# Margin comments on the ring of tangential dipoles

**1. Conventions.** Gaussian units are used. Dipoles are in debye (D), lengths in Å, and $\alpha$ is an isotropic polarizability volume in Å$^3$, equal to $\alpha_{\rm SI}/4\pi\varepsilon_0$. In SI every $\mu^2/a^3$ below reads $\mu^2/4\pi\varepsilon_0a^3$. One D$^2$/Å$^3$ is 14.39 kcal/mol. The $N$ sites form a regular plane polygon of side $a$. Each carries a permanent point dipole of length $\mu_0$, clamped along the tangent of the circumscribed circle, all with the same sense of circulation. The zero of energy is the set of separated, unpolarized molecules. Abbreviations: $\epsilon=\pi/N$ and $\phi_k=k\epsilon$.

**2. Where $1+\cos^2$ comes from.** The radius is $R=a/(2\sin\epsilon)$, and sites $0$ and $k$ lie $r_k=2R\sin\phi_k=a\sin\phi_k/\sin\epsilon$ apart. The chord $\hat n$ makes the angle $\phi_k$ with the tangent at both ends, and the two tangents differ by $2\phi_k$. The field $[3(\boldsymbol\mu\cdot\hat n)\hat n-\boldsymbol\mu]/r^3$ of dipole $k$ at site $0$ then has the components

$$E_t=\frac{\mu}{r_k^3}\,(3\cos^2\phi_k-\cos2\phi_k)=\frac{\mu}{r_k^3}\,(1+\cos^2\phi_k),\qquad E_r=-\frac{\mu}{r_k^3}\sin\phi_k\cos\phi_k ,$$

with $E_r$ counted outward. Under $k\to N-k$ the cosine changes sign, so the radial parts cancel and the total field is tangential. This cancellation is what makes the problem scalar. The field is $E=\mu S_N$ with

$$S_N=\frac{s_N}{a^3},\qquad s_N=\sum_{k=1}^{N-1}(1+\cos^2\phi_k)\,\rho_k,\qquad \rho_k=\frac{a^3}{r_k^3}=\frac{\sin^3\epsilon}{\sin^3\phi_k}.$$

Every term is positive: each partner, even the one across the ring, strengthens the circulation.

**3. Why the energy holds $\mu_0\mu$ and not $\mu^2$.** Per site, the dipoles interact with energy $-\tfrac12\mu^2S_N$, the half removing double counting, and the distortion costs $(\mu-\mu_0)^2/2\alpha$. Setting the derivative of the sum to zero gives $\mu-\mu_0=\alpha S_N\mu$. The cost is then $\tfrac12\alpha S_N^2\mu^2$, the sum is $-\tfrac12\mu^2S_N(1-\alpha S_N)$, and

$$\mu=\frac{\mu_0}{1-\alpha S_N},\qquad \frac UN=-\tfrac12\mu_0\mu S_N .$$

The second derivative is $1/\alpha-S_N$, so the stationary point is a minimum along this mode only for $\alpha S_N<1$.

**4. Dimensional analysis.** The inputs are $\mu_0$, $\alpha$, $a$ and $N$. The dipole is the only carrier of charge, so it cannot enter a dimensionless group, and two groups remain: $N$ and $y=\alpha/a^3$. The energy unit is $U_0=\mu_0^2/a^3$. Dimensions alone give $\mu=\mu_0\,g(y,N)$ and $U=U_0\,w(y,N)$. The solution says more: $g$ depends only on the product $x=ys_N=\alpha S_N$. Defining the length $a_c=(\alpha s_N)^{1/3}$, so that $x=(a_c/a)^3$,

$$\frac{\mu}{\mu_0}=\frac1{1-x},\qquad \frac UN=-\frac{s_N}{2}\frac{U_0}{1-x}=-\frac{s_N\,\mu_0^2}{2\,(a^3-a_c^3)} .$$

Polarizability acts as a subtraction of the volume $a_c^3$ from $a^3$. All rings share one curve of $\mu/\mu_0$ against $a/a_c$.

**5. Inputs for water.** Typical values are taken as given: $\mu_0\approx1.855$ D, $\alpha\approx1.45$ Å$^3$, and one common O···O side $a\approx2.75$ Å, so that changes along the series come from $N$ alone. Then $y=0.0697$ and $U_0=2.38$ kcal/mol. All numbers below are the model's. Their last digits serve to compare rows; comment 14 shows that neglected terms are far larger.

| $N$ | $s_N$ | $x$ | $\mu$ / D | $E$ / V Å$^{-1}$ | rigid $U/N$ | $U/N$ | $U$ |
|---|---|---|---|---|---|---|---|
| 3 | 2.500 | 0.174 | 2.25 | 0.81 | $-3.0$ | $-3.6$ | $-10.8$ |
| 4 | 3.354 | 0.234 | 2.42 | 1.17 | $-4.0$ | $-5.2$ | $-20.8$ |
| 5 | 3.826 | 0.267 | 2.53 | 1.40 | $-4.6$ | $-6.2$ | $-31.1$ |
| $\infty$ | 4.808 | 0.335 | 2.79 | | $-5.7$ | $-8.6$ | |

Energies are in kcal/mol, and "rigid" means $\alpha=0$. The closed forms for the two smallest rings are $s_3=5/2$ and $s_4=3+2^{-3/2}$.

**6. The parameter $\mu_0$.** In the linear model it has no regimes: $\mu\propto\mu_0$ and $U\propto\mu_0^2$ exactly, and $\mu_0$ does not move the instability. Regimes appear only when a further scale is admitted. On the large side this is the atomic unit of field, 51.4 V/Å. The tetramer field is 0.023 of it. With $\mu=\mu_0+\alpha E+\tfrac12\beta E^2$, $\alpha=9.8$ a.u. and a typical magnitude $|\beta|\approx20$ a.u., the quadratic term is $|\beta|E/2\alpha\approx2$ per cent of the induced dipole. On the small side the scale is $k_BT$, 0.592 kcal/mol at 298.15 K. The ratio $U_0/k_BT$ is 4.0 and falls to one at $a=4.4$ Å. Beyond that distance, dipolar forces alone would not hold the tangential order, and a clamped geometry no longer describes free molecules.

**7. Small $\alpha$, or large $a$.** Both are the limit $x\to0$:

$$\frac{\mu}{\mu_0}=1+x+x^2+\dots,\qquad \frac UN=-\frac{s_N\mu_0^2}{2a^3}-\frac{s_N^2\,\alpha\mu_0^2}{2a^6}-\frac{s_N^3\,\alpha^2\mu_0^2}{2a^9}-\dots$$

The second term is $-\tfrac12\alpha E_0^2$ with the field $E_0=\mu_0S_N$ of the permanent dipoles. The induction energy relative to the rigid energy is $x/(1-x)$, and its first term is $x$. A calculation that polarizes once and does not iterate therefore misses exactly the fraction $x$ of the induction energy, and the same fraction of the induced dipole: 17, 23 and 27 per cent for the three rings. The missed fraction is a tenth at $a=10^{1/3}a_c$. Induction equals the rigid energy, and the dipole has doubled, at $x=\tfrac12$, that is at $a=2^{1/3}a_c$.

| $N$ | $y_c=1/s_N$ | $a_c$ / Å | $a(x=\frac12)$ / Å | $a(x=\frac1{10})$ / Å |
|---|---|---|---|---|
| 3 | 0.400 | 1.54 | 1.94 | 3.31 |
| 4 | 0.298 | 1.69 | 2.13 | 3.65 |
| 5 | 0.261 | 1.77 | 2.23 | 3.81 |
| $\infty$ | 0.208 | 1.91 | 2.41 | |

The side 2.75 Å lies between the two crossovers in all three rings. Induction is a correction there, but one that has to be iterated.

**8. Large $\alpha$, or small $a$.** With $a=a_c(1+\delta)$, $1-x=3\delta-6\delta^2+\dots$, and

$$\frac{\mu}{\mu_0}=\frac1{3\delta}+\frac23+O(\delta).$$

This simple pole is the polarization catastrophe. For $x>1$ the formula returns a reversed dipole and a positive energy, tending to $\mu_0^2/2\alpha$ per site as $x\to\infty$. That branch is a maximum along the circulating mode and describes no state. The pole itself lies about an ångström inside the hydrogen-bond distance, where the charge clouds overlap and point dipoles have lost their meaning. Its practical trace is a steeper distance law,

$$\frac{d\ln|U|}{d\ln a}=-\frac{3}{1-x},\qquad \frac{d\ln\mu}{d\ln a}=-\frac{3x}{1-x}.$$

The energy exponents are $-3.6$, $-3.9$ and $-4.1$ in place of $-3$. The attractive force thus stiffens with ring size, which is the direction needed for rings to contract as $N$ grows. With typical sides of 2.80 Å for the trimer and 2.72 Å for the pentamer, the model gives 2.22 D with $-3.4$ kcal/mol per molecule and 2.56 D with $-6.5$ kcal/mol per molecule.

**9. Is the circulating mode the first to go soft?** The condition $x<1$ tests one direction out of $3N$. Let $\mathsf T$ be the $3N\times3N$ matrix that turns all dipoles into all fields, in units of $a^{-3}$. Stability needs $y\lambda<1$ for its largest eigenvalue $\lambda$. The circulating pattern is an eigenvector with eigenvalue $s_N$. Diagonalisation shows that it is the largest for $N=3,4,5$; the next are 1.93, 2.29 and 1.94. The case $N=2$ is a warning. The formula gives $s_2=1$, an antiparallel side-by-side pair, but the head-to-tail mode has eigenvalue 2 and fails first, at $y=\tfrac12$, although the permanent dipoles do not drive it.

**10. Large $N$: no logarithm.** The summand is a second derivative,

$$f(\phi)=\frac{1+\cos^2\phi}{\sin^3\phi}=\frac{d^2}{d\phi^2}\frac1{\sin\phi}=\frac2{\phi^3}+\frac{7\phi}{60}+\dots,\qquad s_N=\sin^3\epsilon\sum_{k=1}^{N-1}f(k\epsilon).$$

A term in $1/\phi$ would have produced a correction $\ln N/N^2$. It is absent: misorientation of the $k$th partner lowers the coupling, the chord being shorter than the arc raises it, and the two cancel at this order. To sum, write $f=2/\phi^3+2/(\pi-\phi)^3+g$ with $g$ smooth on $[0,\pi]$. The two poles give

$$\frac4{\epsilon^3}\Big[\zeta(3)-\frac1{2N^2}-\frac1{2N^3}-\frac1{4N^4}-\dots\Big]=\frac{4\zeta(3)}{\epsilon^3}-\frac2{\pi^2\epsilon}-\frac2{\pi^3}-\frac{\epsilon}{\pi^4}-\dots$$

For $g$ the Euler–Maclaurin formula needs three things. Since $(1/\sin\phi)'=-1/\phi^2+\tfrac16+\dots$, the integral is $\int_0^\pi g\,d\phi=-\tfrac13+2/\pi^2$. The end values are $g(0)=g(\pi)=-2/\pi^3$, and the slopes are $g'(0)=-g'(\pi)=\tfrac7{60}-6/\pi^4$. Then

$$\sum_{k=1}^{N-1} g=\frac1\epsilon\Big(\frac2{\pi^2}-\frac13\Big)+\frac2{\pi^3}-\frac\epsilon6\Big(\frac7{60}-\frac6{\pi^4}\Big)+\dots$$

All terms with inverse powers of $\pi$ cancel between the two parts:

$$s_N=\sin^3\epsilon\,\Big[\frac{4\zeta(3)}{\epsilon^3}-\frac1{3\epsilon}-\frac{7\epsilon}{360}+O(\epsilon^3)\Big].$$

This form is good far outside its nominal range; at $N=3$ it gives 2.4995 for the exact $5/2$. With $\sin^3\epsilon=\epsilon^3(1-\epsilon^2/2+13\epsilon^4/120-\dots)$,

$$s_N=4\zeta(3)-\Big(2\zeta(3)+\frac13\Big)\epsilon^2+\Big(\frac{13\zeta(3)}{30}+\frac{53}{360}\Big)\epsilon^4-\dots=4.808-\frac{27.02}{N^2}+\frac{65.08}{N^4}-\dots$$

The limit is the straight head-to-tail chain, with coupling $2/k^3$ from each of two sides.

| $N$ | exact | to $N^{-2}$ | to $N^{-4}$ | nearest-neighbour share / % |
|---|---|---|---|---|
| 3 | 2.500 | 1.806 | 2.610 | 100 |
| 4 | 3.354 | 3.120 | 3.374 | 89 |
| 5 | 3.826 | 3.728 | 3.832 | 86 |
| $\infty$ | 4.808 | 4.808 | 4.808 | 83 |

**11. Reading the correction, and the crossover in $N$.** The two nearest neighbours contribute $2(1+\cos^2\epsilon)=4-2\epsilon^2+\dots$, which is 73 per cent of the $\epsilon^2$ coefficient. The approach to the chain is mostly the straightening of the local angle. The term $\tfrac13$, 12 per cent of the coefficient, is collective: it is the difference between the far side of the ring and the tail of a straight chain. The limit must be taken at fixed $a$. At fixed $R$ one has $S_N\simeq4\zeta(3)(N/2\pi R)^3$, which grows as $N^3$ and reaches the pole at a finite $N$.

The relative deficit of $s_N$ is $5.62/N^2$ at leading order. The exact sums come within ten per cent of the limit first at $N=8$, where $s_8=4.402$, and within one per cent first at $N=24$. Feedback rescales the deficit, because $\delta\ln\mu=\frac{x}{1-x}\,\delta\ln s$ and $\delta\ln|U/N|=\frac1{1-x}\,\delta\ln s$. At $x=0.335$ the deficits are $2.83/N^2$ for the dipole and $8.45/N^2$ for the energy per molecule. Trimer to pentamer lie on the steep part of the curve, below the crossover.

**12. Ring against open chain.** A straight rigid chain of $N$ dipoles has $N-k$ pairs at distance $ka$, each of energy $-2U_0/k^3$. Written as $U/N=-\tfrac12\bar s_NU_0$,

$$\bar s_N=4\sum_{k=1}^{N-1}\frac{1-k/N}{k^3}=4\zeta(3)-\frac{4\zeta(2)}N+\frac2{N^2}-\dots$$

Ends cost $6.58/N$, curvature costs $27.02/N^2$, so large $N$ favours closure. Equating the expansions through $N^{-2}$ puts the crossing at $N=4.4$; the positive $N^{-4}$ term of the ring moves it down. The exact chain values are 2.833, 3.287 and 3.572, against 2.500, 3.354 and 3.826, so the ring wins from $N=4$. With polarization at $y=0.0697$ the chain needs a small linear system, since its sites are inequivalent. Per molecule and in units of $U_0$, chain and ring give $-1.797$ and $-1.514$ for $N=3$, and $-2.183$ and $-2.188$ for $N=4$. The crossover sits almost exactly at the tetramer. Tangential point dipoles alone therefore do not close a ring of three.

**13. How much of the energy is non-additive?** Growth of $|U|/N$ with $N$ is not in itself cooperativity, since the rigid column of comment 5 grows too and is a sum of pair terms. The many-body structure is seen in $U=-\tfrac12U_0\sum_{n\ge0}y^n\,\mathbf t^{\rm T}\mathsf T^{n+1}\mathbf t$, where $\mathbf t$ collects the unit tangents. The order $y^n$ is a sum over walks of $n+1$ steps, which touch at most $n+2$ molecules. A $p$-body term therefore starts at $\alpha^{p-2}$ and scales as $a^{-3(p-1)}$: $a^{-6}$ for three bodies, $a^{-9}$ for four, $a^{-12}$ for five.

At first order the squared total field is $s_N^2$, in units of $\mu_0^2/a^6$. The pair part is the sum of squared single fields, and here the radial components do not cancel: $E_t^2+E_r^2\propto1+3\cos^2\phi_k$. Hence

$$q_N=\sum_{k=1}^{N-1}(1+3\cos^2\phi_k)\rho_k^2,\qquad \frac{U_3^{(1)}}N=-\frac y2\,(s_N^2-q_N)\,U_0,$$

with $q_\infty=8\zeta(6)$. To all orders, an isolated pair separates into a component $\mu_0\cos\phi_k$ along the chord, parallel on both sites with coupling $2\rho_k$, and a component $\mu_0\sin\phi_k$ across it, antiparallel with coupling $\rho_k$. Each obeys the result of comment 3 with its own coupling, so

$$\frac{U_2}N=-\frac{U_0}2\sum_{k=1}^{N-1}\Big[\frac{2\rho_k\cos^2\phi_k}{1-2y\rho_k}+\frac{\rho_k\sin^2\phi_k}{1-y\rho_k}\Big].$$

| $N$ | $q_N$ | $1-q_N/s_N^2$ | $U_3^{(1)}$ | $U-U_2$ | $(U-U_2)/U$ / % |
|---|---|---|---|---|---|
| 3 | 3.500 | 0.44 | $-0.7$ | $-0.9$ | 8 |
| 4 | 5.125 | 0.54 | $-2.0$ | $-2.9$ | 14 |
| 5 | 6.070 | 0.59 | $-3.6$ | $-5.4$ | 17 |
| $\infty$ | 8.139 | 0.65 | | | |

Energies are totals in kcal/mol. The third column is the non-additive share of first-order induction. It passes one half between $N=3$ and $N=4$ and saturates below two thirds. A crude count of two equal collinear neighbours gives $1-2/2^2=\tfrac12$. The trimer falls below that because its two neighbour fields are far from parallel, and larger rings rise above it through alignment and further partners. For the trimer $U-U_2$ is purely three-body; for the larger rings it also holds four- and five-body terms.

**14. Neglected terms that rival the result.** *Tilt.* A water dipole bisects the HOH angle. If the donor O–H points along the tangent and the free O–H points out of the ring plane, the dipole is tilted by about half the bond angle, typically $\theta\approx52^\circ$. In a plane ring, in-plane and perpendicular components do not couple. For the tetramer with free hydrogens alternately up and down, the perpendicular pattern is also an eigenvector of $\mathsf T$: two antiparallel neighbours give $+2$ and the parallel diagonal partner gives $-2^{-3/2}$, so $s_\perp=1.646$. Then

$$\frac UN=-\frac{U_0}2\Big[\frac{s_4\cos^2\theta}{1-ys_4}+\frac{s_\perp\sin^2\theta}{1-ys_\perp}\Big]=-3.4\ \text{kcal/mol},$$

which is 36 per cent weaker than $-5.2$, and the dipole length drops from 2.42 to 2.22 D. In odd rings up and down cannot alternate all the way round, and no such single pattern exists.

*Quadrupole.* With the traceless convention $V=\Theta_{nn}/r^3$ for the potential in the direction $\hat n$, the radial field is $3\Theta_{nn}/r^4$, to be set against the axial dipole field $2\mu_0/r^3$. The two large principal components for water about the centre of mass are typically near $\pm2.5$ D Å, so $3\Theta/2\mu_0a\approx0.7$ at the nearest neighbour. The ratio falls as $1/r$. Its sign depends on orientation. The positive component lies in the molecular plane, on the side of the donated hydrogen, and the negative one is normal to that plane, towards which side a donor approaches an acceptor, so in a hydrogen-bonded ring both tend to add to the circulating field. Induction goes as the field squared, and a full addition would multiply it by $(1+0.7)^2\approx2.9$. This acts against the tilt and is at least as large.

*Overlap.* Exchange repulsion, penetration, charge transfer and dispersion bring in lengths of their own and fall outside the scaling of comment 4. The model has no equilibrium $a$; the side is an input.

**15. What carries over to water.** The structure carries over: a single feedback parameter $x$ near a quarter, a deficit that closes as $N^{-2}$, and a non-additive share that climbs quickly from trimer to pentamer and then saturates. The magnitudes are the model's and fall short. As typical knowledge from electronic-structure calculations, not as measurements, the cyclic trimer, tetramer and pentamer are bound by roughly 16, 28 and 36 kcal/mol, with non-additive parts of roughly $-2.5$, $-7$ and $-10$ kcal/mol, and the trimer is cyclic, contrary to the ordering in comment 12. The model's total of $-10.8$ kcal/mol for the trimer is too weak by about a third, and its closer approach for the larger rings rests on the compensation of the large omitted terms of comment 14. Its non-additive energies of $-0.9$, $-2.9$ and $-5.4$ kcal/mol are only about a third to a half of the typical ones, and the shortfall has the direction expected from the missing quadrupole field.